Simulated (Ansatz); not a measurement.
La4Mg: Mg vacancy

Level of theory: PBEsol, no spin polarisation, scalar-relativistic; Ansatz, plane waves to 420 eV (PAW set soft_2), k-mesh 3×3×3.

The relaxed host crystal (no gap at this level of theory):

```
La Mg
1.0
    -1.81056    1.81056   12.26259
     1.81056   -1.81056   12.26259
     1.81056    1.81056  -12.26259
La Mg
4 1
Direct
  0.40664 0.40664 0.00000
  0.80118 0.80118 0.00000
  0.19882 0.19882 0.00000
  0.59336 0.59336 0.00000
  0.00000 0.00000 0.00000
```

Supercell of 25 atoms, rows of the matrix [[-1,2,1],[-2,-1,-3],[1,-1,1]] times the cell vectors; Mg vacancy at (0.000, 0.000, 0.000) in fractions of the cell above. Atoms are relaxed at the host's cell, from a start shaken by 0.05 Å near the defect. The cell loses 1 of its 5 Mg, so this is a heavily defective crystal.

Problem. How does the lattice relax around the defect?

Solution. Distances from the empty Mg site (Å), by shell of the perfect crystal:

```csv
shell,perfect crystal,"relaxed, charge 0"
8 La,3.44,3.30
4 Mg,3.62,3.78
```

```
charge  gap of the cell on the mesh (eV)
     0                              0.00
```

Formation energy of the neutral defect: 1.12 eV, taking atoms from and to the elements' standard states (no corrections for gases), so it belongs to those chemical potentials alone.

Caveats: small supercell, so energies and levels can be off by tenths of an eV; one random start near the defect, so other minima are possible.

The vacancy draws its La neighbours inward, from 3.44 to 3.30 Å, while the Mg neighbours retreat from 3.62 to 3.78 Å, so the relaxation is not a uniform collapse. In a metal, delocalised electrons screen the missing ion, and neighbouring atoms can recover some cohesion by moving into the free volume. Here the large La atoms probably do most of this, crowding the space between the empty site and the Mg atoms and favouring the latter's outward shift. The four Mg neighbours are also all the Mg left in the cell, so their displacement reflects a rearranged Mg layer rather than the response of an isolated vacancy.

The positive formation energy means that moving Mg from this crystal to elemental Mg costs energy. Under La-rich conditions, with a lower Mg chemical potential, the cost would fall. With no gap, the vacancy is better viewed as a screened scatterer than as a donor or acceptor with discrete charge-transition levels.
